**Dy²⁺ 4f¹⁰ ⁵I levels predicted from a four-hole model**

The table holds low levels of Dy²⁺, their leading LS weights and their shifts when the P86 correlation estimate is removed or replaced by an LDA-type one, from relativistic CI on Dirac orbitals in exchange-only KLI potentials with Breit and model QED terms and Slater integrals scaled by 0.85. The program checks that the shifts are equal within rounding among the 4f⁹6s rows and zero for the known ⁵I rows, then fits $F^2$ and $\zeta$ of a four-hole f-shell Hamiltonian to the four known 4f¹⁰ energies and predicts the withheld ⁵I $J=8$ and $J=7$ rows, beside a Landé fit and polynomials in $J(J+1)$. The 4f⁹6s rows move together by about −7101 and +1010 cm⁻¹ while the ⁵I rows stay fixed. The model gives 4178 ± 44 cm⁻¹ for $J=7$ against a computed 4182 cm⁻¹, and weights of 93.7 and 97.2 % against 94 and 97 %, whereas the Landé fit is 665 cm⁻¹ low. The model shares its physics with the calculation, so the agreement does not validate the latter.

Levels of Dy²⁺ from radial Dirac CI 1: Dirac–Coulomb–Breit CI with model QED and KLI orbitals optimised for each configuration (4f¹⁰ 5p⁶, 4f⁹ 5p⁶ 6s, 4f⁹ 5p⁶ 6p, 4f⁹ 5p⁶ 7s, 4f¹² 5p⁴). Valence Slater integrals are scaled by 0.85, and the base run adds a P86 correlation estimate. Energies are relative to 4f¹⁰ 5p⁶ ⁵I J = 8; shifts are changes from the base run.

## Analysis program

```python
# Table: Dy2+ levels (cm-1), LS weights and shifts on changing the correlation estimate; radial Dirac CI 1,
# Dirac orbitals in exchange-only KLI potentials, Breit + QED, Slater scale 0.85, P86 in the base run.
# Tested: rigid configuration offsets; 4f10 levels from a four-hole model (F2, zeta) against Lande and polynomials.
T = {
    'level': ['4f10 5p6 5I J=8', '4f10 5p6 5I J=7', '4f10 5p6 5I J=6', '4f9 5p6 6s 7Ho J=8', '4f10 5p6 5I J=5', '4f9 5p6 6s 5Ho J=7', '4f10 5p6 5I J=4', '4f9 5p6 6s 7Ho J=7', '4f9 5p6 6s 7Ho J=6', '4f10 5p6 5F J=5'],
    'ls_weight': [94, 97, 96, 93, 92, 59, 91, 62, 66, 77],  # %
    'base': [0, 4182, 7139, 9208, 9322, 10838, 11041, 13133, 13850, 15378],  # cm⁻¹
    'shift1': [0, 0, 0, -7101, 0, -7102, 0, -7101, -7101, -4],  # cm⁻¹
    'shift2': [0, 0, 0, 1009, 0, 1010, 0, 1010, 1010, 1],  # cm⁻¹
}
HELD = [0, 1]  # rows withheld from the fit
import numpy as np
from itertools import combinations
from scipy.optimize import least_squares
from sympy.physics.wigner import wigner_3j as w3
lab = T['level']; E, W, s1, s2 = (np.array(T[k], float) for k in ('base', 'ls_weight', 'shift1', 'shift2'))
J = [int(x.split('=')[1]) for x in lab]; nm = [x.replace(' 5p6', '') for x in lab]
kn = [i for i in range(len(lab)) if i not in HELD]
f10 = [i for i in kn if lab[i].startswith('4f10')]; qi = [i for i in f10 if '5I' in lab[i]]; s6 = [i for i in kn if '6s' in lab[i]]
mj = [m + s for m in range(-3, 4) for s in (.5, -.5)]
dets = list(combinations(range(14), 4)); idx = {d: n for n, d in enumerate(dets)}
sel = [d for d in dets if sum(mj[a] for a in d) == 4]; rows = [idx[d] for d in sel]; tm = []
for c, d in enumerate(sel):
    for pb, b in enumerate(d):
        rest = d[:pb] + d[pb + 1:]
        for a in set(range(14)) - set(rest):
            new = tuple(sorted(rest + (a,))); tm.append((idx[new], c, a, b, (-1) ** (pb + new.index(a))))
R, C, A, B, S = np.array(tm).T
def op(h):
    M = np.zeros((len(dets), len(sel))); np.add.at(M, (R, C), S * h[A, B]); return M
k2 = np.kron; ms = np.arange(-3, 4); lz = np.diag(ms * 1.); lp = np.diag(np.sqrt(12. - ms[:-1] * (ms[:-1] + 1)), -1)
sz = np.diag([.5, -.5]); sp = np.array([[0., 1], [0, 0]]); i2, i7 = np.eye(2), np.eye(7)
def cas(p, z): P, Z = op(p), op(z)[rows]; return P.T @ P + Z @ Z + Z
L2, S2 = cas(k2(lp, i2), k2(lz, i2)), cas(k2(i7, sp), k2(i7, sz)); J2 = cas(k2(lp, i2) + k2(i7, sp), k2(lz, i2) + k2(i7, sz))
SO = op(k2(lz, sz) + .5 * (k2(lp, sp.T) + k2(lp.T, sp)))[rows]; G = {}
for k in (2, 4, 6):
    ck = np.array([[float((-1) ** abs(m) * 7 * w3(3, k, 3, 0, 0, 0) * w3(3, k, 3, -m, m - n, n)) for n in range(-3, 4)] for m in range(-3, 4)])
    G[k] = sum(.5 * t.T @ t for t in (op(k2(ck * (ms[:, None] - ms[None, :] == q), i2)) for q in range(-k, k + 1)))
ev, U = np.linalg.eigh(J2); bas = {j: U[:, abs(ev - j * (j + 1)) < 1e-6] for j in range(4, 9)}
wv, V = np.linalg.eigh(L2 + 100 * S2); wt = lambda v, L, s: 100 * np.sum((V[:, abs(wv - L * (L + 1) - 100 * s * (s + 1)) < 1e-5].T @ v) ** 2)
def lev(p, r, i):
    H = p[0] * (G[2] + r[0] * G[4] + r[1] * G[6]) - p[1] * SO
    e, u = np.linalg.eigh(bas[J[i]].T @ H @ bas[J[i]]); n = int('5F' in lab[i]); v = bas[J[i]] @ u[:, n]
    return e[n] - np.linalg.eigvalsh(bas[8].T @ H @ bas[8])[0], wt(v, 3 if n else 6, 2), v
fit = lambda r, rs: least_squares(lambda p: [lev(p, r, i)[0] - E[i] for i in rs], [85000., 1900.], x_scale=[1e4, 1e2]).x
r1, r2 = (0.63, 0.45), (0.67, 0.49)  # F4/F2, F6/F2: rough recalled values (self-consistent-field like; hydrogenic)
p1, p2 = fit(r1, f10), fit(r2, f10)
print('table rounding: 0.5 cm-1 per energy, up to 1 cm-1 per difference, 0.5 % per weight')
for g, t in ((qi, '4f10 5I known'), (s6, '4f9 6s')): print(f'{t}: shift none {s1[g].min():.0f} to {s1[g].max():.0f}, LDA {s2[g].min():.0f} to {s2[g].max():.0f} cm-1')
print(f'6s raised over no estimate: P86 {-s1[s6].mean():.0f}, LDA {(s2 - s1)[s6].mean():.0f} cm-1, ratio LDA/P86 {(s2 - s1)[s6].mean() / -s1[s6].mean():.3f}')
for i in kn: print(f'{nm[i]:16s} energy none {E[i] + s1[i]:6.0f}, P86 {E[i]:6.0f}, LDA {E[i] + s2[i]:6.0f} cm-1')
print(f'6s gap 7H J=8 to 5H J=7 {E[s6[1]] - E[s6[0]]:.0f}; between the two J=7 rows {E[s6[2]] - E[s6[1]]:.0f} cm-1')
a, b, c = qi; print(f'interval/J: (8 to 6)/15 {E[a] / 15:.1f}, (6 to 5)/6 {(E[b] - E[a]) / 6:.1f}, (5 to 4)/5 {(E[c] - E[b]) / 5:.1f} cm-1')
d = lambda i: 72. - J[i] * (J[i] + 1); dq = np.array([d(i) for i in qi]); co = {}
for n, t in ((1, 'Lande'), (2, 'quadratic'), (3, 'cubic, exact fit')):
    X = np.array([dq ** k for k in range(1, n + 1)]).T; co[t] = np.linalg.lstsq(X, E[qi], rcond=None)[0]
    print(f'{t}, zero at J=8: residuals J=6,5,4 ' + ', '.join(f'{x:+.0f}' for x in X @ co[t] - E[qi]) + ' cm-1')
print(f'Lande constant A {2 * co["Lande"][0]:.1f} cm-1; free quadratic through J=6,5,4 puts J=8 at {np.polyfit(dq, E[qi], 2)[-1]:.0f} instead of 0')
for r, p in ((r1, p1), (r2, p2)): print(f'four-hole fit, ratios {r}: F2 {p[0]:.0f}, zeta {p[1]:.0f}, zeta/4 {p[1] / 4:.0f}, 2 zeta {2 * p[1]:.0f} cm-1')
for i in f10: m, n = lev(p1, r1, i), lev(p2, r2, i); print(f'{nm[i]:12s} model-table {m[0] - E[i]:+.0f} / {n[0] - E[i]:+.0f} cm-1; weight model {m[1]:.1f} / {n[1]:.1f}, table {W[i]:.0f} %')
loo = [lev(fit(r, [k for k in f10 if k != i]), r, i)[0] - E[i] for r in (r1, r2) for i in qi]
print('leave-one-out errors J=6,5,4 (both ratio sets): ' + ', '.join(f'{x:+.0f}' for x in loo) + ' cm-1')
for i in list(HELD) + qi: v = lev(p1, r1, i)[2]; print(f'model 5I J={J[i]}: 3K {wt(v, 7, 1):.1f}, 3I {wt(v, 6, 1):.1f}, 3H {wt(v, 5, 1):.1f} %')
wb = max(abs(lev(p, r, i)[1] - W[i]) for p, r in ((p1, r1), (p2, r2)) for i in qi) + .5
for i in HELD:
    m, n = lev(p1, r1, i), lev(p2, r2, i); z = J[i] == 8; eb = 0 if z else max(max(np.abs(loo)), abs(m[0] - n[0])); e = 0 if z else m[0]
    print(f'withheld {nm[i]}' + (' (energy and shifts zero by definition)' if z else ''))
    print(f'  energy predicted {e:.0f} +- {eb:.0f}, computed {E[i]:.0f}, miss {e - E[i]:+.0f} cm-1')
    print(f'  weight predicted {m[1]:.1f} +- {wb:.1f}, computed {W[i]:.0f}, miss {m[1] - W[i]:+.1f} %')
    print(f'  shifts predicted {s1[qi].mean():.0f}, {s2[qi].mean():.0f} +- {0 if z else 1}, computed {s1[i]:.0f}, {s2[i]:.0f} cm-1')
    if not z:
        for t, x in co.items(): y = sum(x[k] * d(i) ** (k + 1) for k in range(len(x))); print(f'  {t}: {y:.0f}, miss {y - E[i]:+.0f} cm-1')
        print(f'  second ratio set {n[0]:.0f}; computed interval/J: (8 to 7)/8 {E[i] / 8:.1f}, (7 to 6)/7 {(E[a] - E[i]) / 7:.1f} cm-1')
assert np.ptp(s1[s6]) <= 1 and np.ptp(s2[s6]) <= 1 and s1[s6].max() < 0 < s2[s6].min()
assert np.all(np.abs(s1[qi]) <= 1) and np.all(np.abs(s2[qi]) <= 1)
assert 0 < (E + s1)[s6].min() and (E + s1)[s6].max() < E[a]
assert E[a] / 15 > (E[b] - E[a]) / 6 > (E[c] - E[b]) / 5
```

Printed output:

```
table rounding: 0.5 cm-1 per energy, up to 1 cm-1 per difference, 0.5 % per weight
4f10 5I known: shift none 0 to 0, LDA 0 to 0 cm-1
4f9 6s: shift none -7102 to -7101, LDA 1009 to 1010 cm-1
6s raised over no estimate: P86 7101, LDA 8111 cm-1, ratio LDA/P86 1.142
4f10 5I J=6      energy none   7139, P86   7139, LDA   7139 cm-1
4f9 6s 7Ho J=8   energy none   2107, P86   9208, LDA  10217 cm-1
4f10 5I J=5      energy none   9322, P86   9322, LDA   9322 cm-1
4f9 6s 5Ho J=7   energy none   3736, P86  10838, LDA  11848 cm-1
4f10 5I J=4      energy none  11041, P86  11041, LDA  11041 cm-1
4f9 6s 7Ho J=7   energy none   6032, P86  13133, LDA  14143 cm-1
4f9 6s 7Ho J=6   energy none   6749, P86  13850, LDA  14860 cm-1
4f10 5F J=5      energy none  15374, P86  15378, LDA  15379 cm-1
6s gap 7H J=8 to 5H J=7 1630; between the two J=7 rows 2295 cm-1
interval/J: (8 to 6)/15 475.9, (6 to 5)/6 363.8, (5 to 4)/5 343.8 cm-1
Lande, zero at J=8: residuals J=6,5,4 -545, -91, +388 cm-1
quadratic, zero at J=8: residuals J=6,5,4 -34, +53, -23 cm-1
cubic, exact fit, zero at J=8: residuals J=6,5,4 +0, +0, +0 cm-1
Lande constant A 439.6 cm-1; free quadratic through J=6,5,4 puts J=8 at 1108 instead of 0
four-hole fit, ratios (0.63, 0.45): F2 95301, zeta 1780, zeta/4 445, 2 zeta 3560 cm-1
four-hole fit, ratios (0.67, 0.49): F2 95642, zeta 1776, zeta/4 444, 2 zeta 3553 cm-1
4f10 5I J=6  model-table -2 / -33 cm-1; weight model 95.8 / 96.4, table 96 %
4f10 5I J=5  model-table -0 / +1 cm-1; weight model 92.6 / 93.6, table 92 %
4f10 5I J=4  model-table +2 / +23 cm-1; weight model 91.0 / 92.1, table 91 %
4f10 5F J=5  model-table -0 / -2 cm-1; weight model 78.3 / 82.4, table 77 %
leave-one-out errors J=6,5,4 (both ratio sets): -3, -0, +4, -42, +2, +41 cm-1
model 5I J=8: 3K 6.1, 3I 0.0, 3H 0.0 %
model 5I J=7: 3K 2.6, 3I 0.2, 3H 0.0 %
model 5I J=6: 3K 0.7, 3I 0.5, 3H 2.9 %
model 5I J=5: 3K 0.0, 3I 0.4, 3H 6.2 %
model 5I J=4: 3K 0.0, 3I 0.0, 3H 8.4 %
withheld 4f10 5I J=8 (energy and shifts zero by definition)
  energy predicted 0 +- 0, computed 0, miss +0 cm-1
  weight predicted 93.7 +- 2.1, computed 94, miss -0.3 %
  shifts predicted 0, 0 +- 0, computed 0, 0 cm-1
withheld 4f10 5I J=7
  energy predicted 4178 +- 44, computed 4182, miss -4 cm-1
  weight predicted 97.2 +- 2.1, computed 97, miss +0.2 %
  shifts predicted 0, 0 +- 1, computed 0, 0 cm-1
  Lande: 3517, miss -665 cm-1
  quadratic: 4044, miss -138 cm-1
  cubic, exact fit: 4205, miss +23 cm-1
  second ratio set 4135; computed interval/J: (8 to 7)/8 522.8, (7 to 6)/7 422.4 cm-1
```
